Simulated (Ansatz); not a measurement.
## From Al to In: the atomisation energy (no zero-point term)

One atom is swapped for its congeners: C2H4AlF `C=[CH][AlH][F]`; C2H4FGa `C=[CH][GaH][F]`; C2H4FIn `C=[CH][InH][F]`. All are singlets with charge 0.

Shapes, held fixed at every level: PBE0-D4/def2-TZVP. Flexible molecules stand in one conformer, not always the lowest. Programs: Ansatz 0.2.0. Values in eV.

```csv
level,C2H4AlF,C2H4FIn
SPW92/def2-TZVPP,36.04,33.20
BHLYP-D4/def2-TZVPP,31.10,27.88
r2SCAN0-D4/def2-TZVPP,31.57,28.45
wB97M-V/def2-TZVPP,32.06,29.01
B2PLYP/def2-TZVPP,31.76,28.59
MP2/def2-TZVPP,31.94,28.76
CCSD(T)/def2-TZVPP,31.30,28.31
```

Question: Estimate the column for C2H4FGa from its neighbours.

Answer: The mean of the neighbours at CCSD(T)/def2-TZVPP is 29.80 eV, against 29.79 from the run. All rows: SPW92/def2-TZVPP 34.61; BHLYP-D4/def2-TZVPP 29.31; r2SCAN0-D4/def2-TZVPP 29.91; wB97M-V/def2-TZVPP 30.29; B2PLYP/def2-TZVPP 30.06; MP2/def2-TZVPP 30.41; CCSD(T)/def2-TZVPP 29.79 eV. At CCSD(T)/def2-TZVPP the atomisation energy falls at every step, from 31.30 to 28.31 eV. Every level shows the same order. For atoms past krypton def2 sets carry core potentials with scalar relativity. Relativity is left out for Ga unless named. Correlated rows may include outer-core shells of Ga, In, which these sets cover unevenly. Spin-orbit coupling, which grows down the group, is left out (summed over each molecule's free atoms 0.03, 0.09, 0.21 eV).

The fall from 31.30 to 28.31 eV at CCSD(T) mainly reflects weaker bonds to the metal, since the vinyl group, hydrogen and fluorine are common to all three molecules. Down the group the valence s and p orbitals become more diffuse and overlap less well with those of the partners, and the strongly polar bond to fluorine loses ionic stabilisation as the metal–fluorine distance grows. Gallium's place almost midway is less obvious than it looks: its filled 3d shell screens poorly, holding the 4s electrons tightly and raising the cost of reaching the trivalent state. The near-linear result therefore probably conceals compensating contributions, and is no general rule for interpolating within the group.

SPW92 shows the familiar overbinding of the local density approximation, yet its decline from Al to In is close to that of CCSD(T), because much of the error is common to the series. The totals don't reveal how the weakening is shared among the bonds to carbon, hydrogen and fluorine.
